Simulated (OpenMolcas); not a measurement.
**CH8BN (SMILES [BH3-][NH2+]C): the vertical ionisation energy, rung by rung**

The species is CH8BN (11 atoms), meant as a singlet with charge 0. SMILES: `[BH3-][NH2+]C`. Geometry: relaxed at PBE0-D4/def2-TZVP.

| atom | x (Å) | y (Å) | z (Å) |
| --- | --- | --- | --- |
| B | -0.8284 | 1.0320 | -0.2051 |
| N | -0.3495 | -0.4975 | 0.0708 |
| C | 1.1078 | -0.6611 | 0.1552 |
| H | -2.0409 | 0.9910 | -0.2454 |
| H | -0.3251 | 1.3417 | -1.2657 |
| H | -0.4029 | 1.6775 | 0.7312 |
| H | -0.7835 | -0.8152 | 0.9323 |
| H | -0.7210 | -1.0847 | -0.6699 |
| H | 1.4757 | -0.0241 | 0.9576 |
| H | 1.5435 | -0.3171 | -0.7813 |
| H | 1.3898 | -1.6994 | 0.3411 |

Quantity: the vertical ionisation energy (to the doublet cation), in eV. The values are calculated.

```json
{"level": "HF/cc-pVDZ", "kind": "Hartree–Fock", "program": "OpenMolcas", "value (eV)": "9.63"}
{"level": "SVWN5/cc-pVDZ", "kind": "LDA", "program": "OpenMolcas", "value (eV)": "10.08"}
{"level": "revPBE/cc-pVDZ", "kind": "GGA", "program": "OpenMolcas", "value (eV)": "10.08"}
{"level": "M06-L/cc-pVDZ", "kind": "meta-GGA", "program": "OpenMolcas", "value (eV)": "10.17"}
{"level": "r2SCAN/cc-pVDZ", "kind": "meta-GGA", "program": "OpenMolcas", "value (eV)": "10.10"}
{"level": "B3LYP/cc-pVDZ", "kind": "global hybrid", "program": "OpenMolcas", "value (eV)": "10.26"}
{"level": "BHLYP/cc-pVDZ", "kind": "global hybrid", "program": "OpenMolcas", "value (eV)": "10.30"}
{"level": "PBE0/cc-pVDZ", "kind": "global hybrid", "program": "OpenMolcas", "value (eV)": "10.21"}
```

The values span 9.63 to 10.30 eV.

The density functionals agree fairly closely on the vertical ionisation energy of methylamine-borane, from 10.08 to 10.30 eV, while Hartree–Fock stands apart at 9.63 eV. That low value probably reflects the missing correlation energy, which is larger in the neutral molecule, with its additional electron pair, than in the cation. All three global hybrids lie above the local and semilocal functionals, but the value does not simply follow the share of exact exchange: PBE0 falls below B3LYP despite containing more of it, and Hartree–Fock reverses the rise altogether.

Chemically, the nitrogen lone pair is tied up in the dative bond to boron and is stabilised by it, so the electron most likely leaves the hydridic B–H bonds rather than nitrogen, as it would in free methylamine. The total energies alone do not prove this assignment; the spin density of the cation would test it. Nor do the vertical values show how far the cation would relax, or whether it would keep its B–N and B–H bonds intact.
